## What is being assumed

Two gases of molecular masses $m_1$, $m_2$, number densities $n_1$, $n_2$ and mole fractions $x_1$, $x_2$ interdiffuse at uniform temperature $T$ and pressure $p=nkT$, with $n=n_1+n_2$. The binary diffusion coefficient is defined through the mean velocities $\mathbf V_i$ of the species by $\nabla x_1=-x_1x_2(\mathbf V_1-\mathbf V_2)/D_{12}$. The first approximation of Chapman-Enskog theory gives

$$[D_{12}]_1=\frac{3kT}{16\,n\,m_r\,\Omega^{(1,1)}},\qquad m_r=\frac{m_1m_2}{m_1+m_2}.$$

It rests on several assumptions: a dilute gas, classical elastic collisions, a spherical potential, small gradients. We keep all of these and examine another one, the shape of the perturbed velocity distribution. The first approximation takes each species to be a Maxwellian that is merely shifted, so that slow and fast molecules share one drift velocity.

**Conventions.** For relative speed $g$, impact parameter $b$ and deflection angle $\chi$,

$$Q^{(l)}=2\pi\int_0^\infty(1-\cos^l\chi)\,b\,db,\qquad \Omega^{(l,s)}=\sqrt{\frac{kT}{2\pi m_r}}\int_0^\infty e^{-\gamma^2}\gamma^{2s+3}Q^{(l)}d\gamma,$$

with $\gamma^2=m_rg^2/2kT$. The relative velocity of two Maxwellian gases is Maxwellian with mass $m_r$, so $\gamma$ has the density $(4/\sqrt\pi)\gamma^2e^{-\gamma^2}$, and

$$\langle g\,\gamma^{2s}Q^{(l)}\rangle=8\,\Omega^{(l,s)}.$$

Rigid spheres of collision diameter $d$ have $Q^{(1)}=\pi d^2$ and $Q^{(2)}=\tfrac23\pi d^2$. Their integrals $\Omega^{(1,1)},\Omega^{(1,2)},\Omega^{(1,3)},\Omega^{(2,2)},\Omega^{(2,3)},\Omega^{(2,4)}$ stand as $1:3:12:2:8:40$. A star marks division by the rigid-sphere value, and

$$A^*=\frac{\Omega^{(2,2)}}{2\Omega^{(1,1)}},\qquad B^*=\frac{5\Omega^{(1,2)}-\Omega^{(1,3)}}{3\Omega^{(1,1)}},\qquad C^*=\frac{\Omega^{(1,2)}}{3\Omega^{(1,1)}}$$

all equal 1 for rigid spheres; $A^*$ is $\Omega^{*(2,2)}/\Omega^{*(1,1)}$. Unless said otherwise the integrals refer to the unlike pair.

## Where the assumption enters

**Predict.** If both species are shifted Maxwellians, which collisions can slow the drift of species 1: those with 1, with 2, or both?

Only unlike collisions. A 1-1 collision conserves the momentum of species 1. For unlike pairs the relative velocity is a Maxwellian shifted by $\mathbf w=\mathbf V_1-\mathbf V_2$, which for small $\mathbf w$ is the equilibrium form times $1+m_r\,\mathbf g\cdot\mathbf w/kT$. Molecule 1 loses momentum $m_r(\mathbf g-\mathbf g')$ per collision, and its integral over the cross-section is $m_r\mathbf g\,Q^{(1)}$. The force density on species 1 is therefore

$$-n_1n_2\frac{m_r^2}{3kT}\langle g^3Q^{(1)}\rangle\mathbf w=-\tfrac23n_1n_2m_r\langle g\gamma^2Q^{(1)}\rangle\mathbf w=-\tfrac{16}{3}n_1n_2m_r\Omega^{(1,1)}\mathbf w.$$

It balances the gradient $p\nabla x_1$ of the partial pressure. Comparison with the definition gives $D_{12}=3p/(16n^2m_r\Omega^{(1,1)})$, which is the formula above. The product $x_1x_2$ cancels, so the result is independent of composition, and $1/n=kT/p$ makes it proportional to $1/p$ at fixed $T$. Independence of composition thus comes from the shifted-Maxwellian shape. The $1/p$ law comes from binary collisions and will survive the correction.

## Letting the shape relax

Take the trace limit $x_1\to0$. The bath 2 is then disturbed only at order $x_1$, and for species 1 it acts as a Maxwellian at rest with $n_2=n$. Write $f_1=n_1F(\mathbf c)(1+\phi)$ with $F$ the normalised Maxwellian. To first order in the gradient the Boltzmann equation reads $\mathbf c\cdot\nabla\ln n_1=-K\phi$, where

$$K\phi=n\Big\langle g\int[\phi(\mathbf c)-\phi(\mathbf c')]\,d\sigma\Big\rangle_{\mathbf c_2}.$$

The flux is $n_1\langle\mathbf c\,\phi\rangle=-D_{12}\nabla n_1$. With $\mathbf C=\mathbf c\sqrt{m_1/2kT}$ and isotropy,

$$D_{12}=\frac{2kT}{3m_1}\langle\mathbf C\cdot K^{-1}\mathbf C\rangle.$$

Exchanging pre- and post-collision states leaves the equilibrium collision rate unchanged, so

$$\langle\boldsymbol\psi_p\cdot K\boldsymbol\psi_q\rangle=\frac n2\Big\langle g\int\delta\boldsymbol\psi_p\cdot\delta\boldsymbol\psi_q\,d\sigma\Big\rangle\equiv a_{pq},\qquad \delta\boldsymbol\psi=\boldsymbol\psi(\mathbf C)-\boldsymbol\psi(\mathbf C').$$

$K$ is symmetric and, on functions odd in $\mathbf C$, positive. For any trial function, $2\langle\boldsymbol\psi\cdot\mathbf C\rangle-\langle\boldsymbol\psi\cdot K\boldsymbol\psi\rangle$ falls short of $\langle\mathbf C\cdot K^{-1}\mathbf C\rangle$ by $\langle\mathbf e\cdot K\mathbf e\rangle\ge0$, with $\mathbf e=\boldsymbol\psi-K^{-1}\mathbf C$.

**Predict.** The shifted Maxwellian is the trial function $\alpha_0\mathbf C$. Can a second basis function lower $D_{12}$?

No. A maximum over a larger space cannot fall, so every truncation is a lower bound. Take $\boldsymbol\psi=\alpha_0\boldsymbol\psi_0+\alpha_1\boldsymbol\psi_1$ with $\boldsymbol\psi_0=\mathbf C$ and $\boldsymbol\psi_1=(\tfrac52-C^2)\mathbf C$, the next Sonine polynomial. From $\langle C^2\rangle=\tfrac32$ and $\langle C^4\rangle=\tfrac{15}4$ it follows that $\langle\boldsymbol\psi_1\cdot\mathbf C\rangle=0$: the new function carries no particle flux. It carries a heat flux of species 1. The stationarity conditions are $a_{00}\alpha_0+a_{01}\alpha_1=\tfrac32$ and $a_{01}\alpha_0+a_{11}\alpha_1=0$, and the maximum is $\tfrac32\alpha_0$. Hence

$$[D_{12}]_2=\frac{[D_{12}]_1}{1-\Delta},\qquad \Delta=\frac{a_{01}^2}{a_{00}a_{11}},\qquad [D_{12}]_1=\frac{3kT}{2m_1a_{00}}.$$

## The three matrix elements

Let $M_1=m_1/(m_1+m_2)$ and $M_2=1-M_1$. The velocity of molecule 1 is the centre-of-mass velocity plus $M_2\mathbf g$. In reduced form $\mathbf C=\mathbf X+\mathbf y$ and $\mathbf C'=\mathbf X+\mathbf y'$, where $\mathbf y=\sqrt{M_2}\,\boldsymbol\gamma$ turns through $\chi$ at fixed length, and $\mathbf X$ is conserved, independent of $\mathbf y$ and Gaussian with variance $M_1/2$ per component. So $\langle X^2\rangle=\tfrac32M_1$ and $\langle X^4\rangle=\tfrac{15}4M_1^2$.

Put $\mathbf u=\mathbf y-\mathbf y'$ and $\mathsf W=\mathbf{yy}-\mathbf y'\mathbf y'$. Then

$$u^2=2M_2\gamma^2(1-\cos\chi),\qquad \mathsf W:\mathsf W=2M_2^2\gamma^4(1-\cos^2\chi).$$

Since $\delta\boldsymbol\psi_0=\mathbf u$, we get $a_{00}=8nM_2\Omega^{(1,1)}$, and $m_1M_2=m_r$ returns the first approximation. For the second function use $C^2=X^2+y^2+2\mathbf X\cdot\mathbf y$:

$$\delta\boldsymbol\psi_1=(\tfrac52-y^2-X^2)\mathbf u-2\mathbf X(\mathbf X\cdot\mathbf u)-2\mathsf W\cdot\mathbf X.$$

**Predict.** Which of the three terms survives in $\langle\delta\boldsymbol\psi_0\cdot\delta\boldsymbol\psi_1\rangle_{\mathbf X}$, and which will bring in $Q^{(2)}$?

The last term is odd in $\mathbf X$. It drops out of the cross element and, in $a_{11}$, does not mix with the even terms; its square brings in $Q^{(2)}$. With $\langle(\mathbf X\cdot\mathbf u)^2\rangle=\tfrac12M_1u^2$,

$$\langle\delta\boldsymbol\psi_0\cdot\delta\boldsymbol\psi_1\rangle_{\mathbf X}=u^2\big(\tfrac52-y^2-\tfrac32M_1-M_1\big)=M_2\big(\tfrac52-\gamma^2\big)u^2.$$

For the square of the even part set $v=\tfrac52-y^2$ and use $\langle X^2(\mathbf X\cdot\mathbf u)^2\rangle=\tfrac54M_1^2u^2$. The three pieces, in units of $u^2$, are $v^2-3vM_1+\tfrac{15}4M_1^2$, then $-2vM_1+5M_1^2$, then $5M_1^2$. Their sum is $(v-\tfrac52M_1)^2+\tfrac{15}2M_1^2$, and $v-\tfrac52M_1=M_2(\tfrac52-\gamma^2)$. The odd part gives $4\cdot\tfrac12M_1\,\mathsf W:\mathsf W$. Together,

$$\langle|\delta\boldsymbol\psi_1|^2\rangle_{\mathbf X}=\Big[M_2^2\big(\tfrac52-\gamma^2\big)^2+\tfrac{15}2M_1^2\Big]u^2+4M_1M_2^2\gamma^4(1-\cos^2\chi).$$

The average over $\gamma$ turns these into collision integrals:

$$a_{01}=8nM_2^2\Big[\tfrac52\Omega^{(1,1)}-\Omega^{(1,2)}\Big],$$

$$a_{11}=8nM_2\Big[\big(\tfrac{15}2M_1^2+\tfrac{25}4M_2^2\big)\Omega^{(1,1)}-5M_2^2\Omega^{(1,2)}+M_2^2\Omega^{(1,3)}+2M_1M_2\Omega^{(2,2)}\Big].$$

The correction for a trace of 1 in 2 is

$$\Delta=\frac{M_2^2\,(6C^*-5)^2}{30M_1^2+(25-12B^*)M_2^2+16A^*M_1M_2}.$$

It contains no density, so the $1/p$ law stands.

**Predict.** What is $\Delta$ for a trace of 2 in 1?

The same expression with $M_1$ and $M_2$ exchanged, since the integrals belong to the same unlike pair. It differs unless the masses are equal, while $[D_{12}]_1$ is symmetric. Independence of composition is lost at this order. Between the two limits the like collisions enter as well, because they damp the $\boldsymbol\psi_1$ component of their own species.

## What the numerator means

In terms of the collision energy $E=\gamma^2kT$, $\Omega^{(1,1)}\propto T^{-5/2}\int E^2e^{-E/kT}Q^{(1)}dE$. Differentiation gives $T\,d\Omega^{(1,1)}/dT=\Omega^{(1,2)}-\tfrac52\Omega^{(1,1)}$. At fixed pressure $[D_{12}]_1\propto T^2/\Omega^{(1,1)}$, so its local temperature exponent $s=\partial\ln[D_{12}]_1/\partial\ln T$ obeys

$$\epsilon\equiv3C^*-\tfrac52=2-s$$

for any spherical potential. The numerator of $\Delta$ is fixed by how far $s$ lies from 2.

**Predict.** For which cross-section is the shifted Maxwellian exact?

For $Q^{(1)}\propto1/g$, the Maxwell molecules. Then $gQ^{(1)}$ is constant, $K\mathbf C$ is proportional to $\mathbf C$, $s=2$ and $\Delta=0$. For $\epsilon>0$ fast molecules lose momentum at a higher rate, $a_{01}<0$, and $\alpha_1/\alpha_0=-a_{01}/a_{11}>0$ shifts drift from fast to slow molecules.

The denominator needs a model. Let $Q^{(1)}\propto E^{-\eta}$. Then $\Omega^{(1,s)}\propto\Gamma(s+2-\eta)$ in its second index, $\epsilon=\tfrac12-\eta$, and $\tfrac{25}4-3B^*=\tfrac52+\epsilon+\epsilon^2$, so

$$\Delta=\frac{\epsilon^2M_2^2}{\tfrac{15}2M_1^2+(\tfrac52+\epsilon+\epsilon^2)M_2^2+4A^*M_1M_2}.$$

A heavy tracer ($M_2\to0$) has $\Delta\to\tfrac2{15}\epsilon^2M_2^2$, which vanishes. A light tracer ($M_2\to1$, the Lorentz limit) can be solved exactly, because $K$ then multiplies vector functions of the form $\mathbf C h(C)$ by $ncQ^{(1)}\propto C^{2\epsilon}$:

$$\frac{D}{[D]_1}=\frac{\langle C^{2-2\epsilon}\rangle\langle C^{2+2\epsilon}\rangle}{\langle C^2\rangle^2}=\frac{\Gamma(\tfrac52-\epsilon)\Gamma(\tfrac52+\epsilon)}{\Gamma(\tfrac52)^2}.$$

For rigid spheres ($\epsilon=\tfrac12$) this is $32/9\pi=1.132$, against $13/12=1.083$ from $\Delta=1/13$: two terms recover the fraction 0.63 of the full correction. For $\epsilon=0.2$ the values are 1.0198 and 1.0148, a fraction 0.75.

## The Schmidt number of a pure gas

For a labelled molecule in its own gas $M_1=M_2=\tfrac12$ and $m_r=m/2$, so $\rho[D]_1=3kT/8\Omega^{(1,1)}$ with $\rho=nm$. The viscosity has the same structure. With $\mathsf P_0$ the traceless part of $\mathbf{CC}$ and $L$ the linearised operator of the pure gas, $\mu=\tfrac25p\langle\mathsf P_0:L^{-1}\mathsf P_0\rangle$; since $\langle\mathsf P_0:\mathsf P_0\rangle=\tfrac52$, a single relaxation rate $\nu$ would give $\mu=p/\nu$. Both partners are now perturbed, so $\delta$ sums over $\mathbf C_{1,2}=\mathbf X\pm\mathbf y$ and the prefactor $n/2$ becomes $n/4$. With $\mathsf P_1=(\tfrac72-C^2)\mathsf P_0$, which is orthogonal to $\mathsf P_0$, and $\mathbf t=\mathsf W\cdot\mathbf X$,

$$\delta\mathsf P_0=2\mathsf W,\qquad \delta\mathsf P_1=(7-2X^2-\gamma^2)\mathsf W-4(\mathbf{Xt}+\mathbf{tX})_{\rm traceless}.$$

The Gaussian averages of the products 00, 01 and 11 are $\mathsf W:\mathsf W$ times $4$, $7-2\gamma^2$ and $\tfrac{301}{12}-7\gamma^2+\gamma^4$. Here $\mathsf W:\mathsf W=\tfrac12\gamma^4(1-\cos^2\chi)$, so the 00 element is $4n\Omega^{(2,2)}$ and $[\mu]_1=\tfrac25p\,(\tfrac52)^2/4n\Omega^{(2,2)}=5kT/8\Omega^{(2,2)}$. Therefore

$$\frac{\rho[D]_1}{[\mu]_1}=\frac35\frac{\Omega^{(2,2)}}{\Omega^{(1,1)}}=\frac65A^*,\qquad \mathrm{Sc}\equiv\frac{\mu}{\rho D}=\frac{5}{6A^*},$$

which is $5/6$ for rigid spheres in first approximation.

**Predict.** Both $\mu$ and $D$ rise in second approximation. Which way does Sc move for rigid spheres?

For diffusion $\Delta=1/(30+13+16)=1/59$, a factor $59/58=1.017$. For viscosity the elements stand as $8$, $14-16=-2$ and $\tfrac{301}6-56+40=\tfrac{205}6$, so $\Delta_\mu=3/205$ and the factor is $205/202=1.015$. The two nearly cancel: Sc goes from 0.833 to 0.831. The value $5/6$ is close for rigid spheres but not exact.

## Water in nitrogen at 300 K and 1 atm

The masses are 18.015 u and 28.014 u, so $M_1=0.3914$, $M_2=0.6086$ and $m_r=10.96$ u. At 300 K, $kT=25.85$ meV, and 101325 Pa gives $n=0.02446$ nm$^{-3}$.

The model needs three further inputs. Write $\Omega^{(1,1)}=\pi d^2\sqrt{kT/2\pi m_r}$, which defines an effective diameter at this temperature. We take $d=3.4$ Å, chosen so that the model reproduces the typical diffusion coefficient of about 0.25 cm$^2$/s. The square root is 190.3 m/s, and $[D_{12}]_1=3\sqrt{kT/2\pi m_r}/8nd^2=0.252$ cm$^2$/s. This number was fitted and tests nothing. For the exponent we take the typical value $s=1.8$, and for the ratio the typical value $A^*=1.1$. They imply $\epsilon=0.2$, $\eta=0.3$, $C^*=0.90$, $B^*=1.17$ and $Q^{(2)}/Q^{(1)}=0.81$ if both cross-sections follow the same power.

**Predict.** Water is the lighter partner. Is the correction nearer 10 %, 1 % or 0.1 %, and is it larger for trace water or for trace nitrogen?

For trace water the numerator is $\epsilon^2M_2^2=0.01482$. The denominator is $1.149+1.015+1.048=3.212$. So $\Delta=0.0046$, and $D_{12}$ rises by 0.46 %, or 0.0012 cm$^2$/s. The distortion itself is larger than its effect: $\alpha_1/\alpha_0=\epsilon M_2/3.212=0.038$, and $D_{12}$ responds only at second order in $\epsilon$. The table gives $100\,\Delta/(1-\Delta)$.

| $s$ | $A^*$ | trace H$_2$O in N$_2$ (%) | trace N$_2$ in H$_2$O (%) |
|---|---|---|---|
| 1.5 (rigid spheres) | 1.0 | 2.88 | 0.91 |
| 1.7 | 1.1 | 1.03 | 0.32 |
| 1.8 | 1.1 | 0.46 | 0.14 |
| 1.9 | 1.1 | 0.12 | 0.04 |

The light tracer is corrected more. The last column is a formal limit here: the vapour pressure of water at 300 K is about 3.5 kPa, so $x_1$ cannot exceed about 0.035 in equilibrium at 1 atm. For $s=1.8$ the two ends differ by 0.32 %. A straight line between them, which is an interpolation and not a result of the derivation, gives a change of 0.011 % over the accessible range. In this setting the composition dependence is much smaller than the trace correction itself.

The Schmidt number at trace dilution uses the viscosity and density of nitrogen. With the typical viscosity 17.9 μPa s and $\rho=nm_2=1.138$ kg/m$^3$, $\mu/\rho=0.157$ cm$^2$/s and $\mathrm{Sc}=0.62$ in the model. This follows from two chosen inputs, and $5/6A^*$ does not apply, because $\mu$ involves N$_2$-N$_2$ collisions and $D_{12}$ unlike ones. The viscosity input stands for the full value and needs no Sonine factor, so at fixed $d$ the correction multiplies Sc by $1-\Delta$ and changes it by $-0.0029$.

## How far the half per cent can be trusted

**Predict.** Which input or neglected term limits the estimate most?

*The ratio $A^*$* matters little: 0.9 gives 0.49 % and 1.3 gives 0.44 %.

*Higher Sonine terms* can only add. If two terms recover as little as the fraction 0.75 found in the Lorentz limit, the full correction is 0.62 %. This is an indication, since that fraction was derived for $M_2=1$ only.

*Finite density* enters twice, through the collision rate and through the equation of state. In Enskog's treatment of rigid spheres the collision rate is multiplied by the contact value of the pair distribution. To first order in $n$ this is $1+nV$, where $V$ is the overlap of the two volumes from which a third centre is excluded. For equal diameters these are spheres of radius $d$ at distance $d$, and $V=2\pi\int_{d/2}^d(d^2-z^2)dz=\tfrac5{12}\pi d^3$. With $nd^3=9.6\times10^{-4}$, $D_{12}$ falls by 0.13 % at fixed $n$. The same spheres have the second virial coefficient $2\pi\int_0^dr^2dr=\tfrac23\pi d^3$, so $p=nkT(1+\tfrac23\pi nd^3)$ and at given $p$ the density is lower by 0.20 %. Since $D_{12}\propto1/[n(1+nV)]$, we get $pD_{12}\propto1+(\tfrac23-\tfrac5{12})\pi nd^3=1+\tfrac14\pi nd^3$. At 1 atm this is a rise of 0.076 %, in the same direction as the shape correction and 0.16 of its size. The estimate ignores attraction, which lowers the virial coefficient and can reverse the sign of this small difference, so it gives only the scale, about 0.1 %. It is these two terms together, and not $\Delta$, that break the $1/p$ law.

*The exponent and the anisotropy* dominate. With the approximate dipole moment 1.85 D of water and the approximate magnitude 1.4 D Å of the nitrogen quadrupole moment, the electrostatic energy scale $\mu_d\Theta/4\pi\varepsilon_0d^4$ is 12 meV, or 0.47 $kT$. The pair is far from spherical. The inputs $d$ and $s$ absorb the orientation average of this interaction, but the coupling of velocity to rotation lies outside the derivation. Since $\Delta$ goes nearly as $(2-s)^2$, an uncertainty of 0.1 in $s$ spreads the result from 0.12 % to 1.03 %, and $s=2$ would remove it.

The model's answer for trace water in nitrogen at 300 K and 1 atm is therefore an increase of $D_{12}$, and a decrease of Sc, by about half a per cent, uncertain by a factor of two upward and four or more downward, and well below the two-term rigid-sphere value of 2.88 %. A change of $d$ by 0.1 Å, from 3.4 Å to 3.3 Å, raises $[D_{12}]_1$ by 6 %, so the cross-section limits the accuracy of $D_{12}$ long before the shape of the distribution does.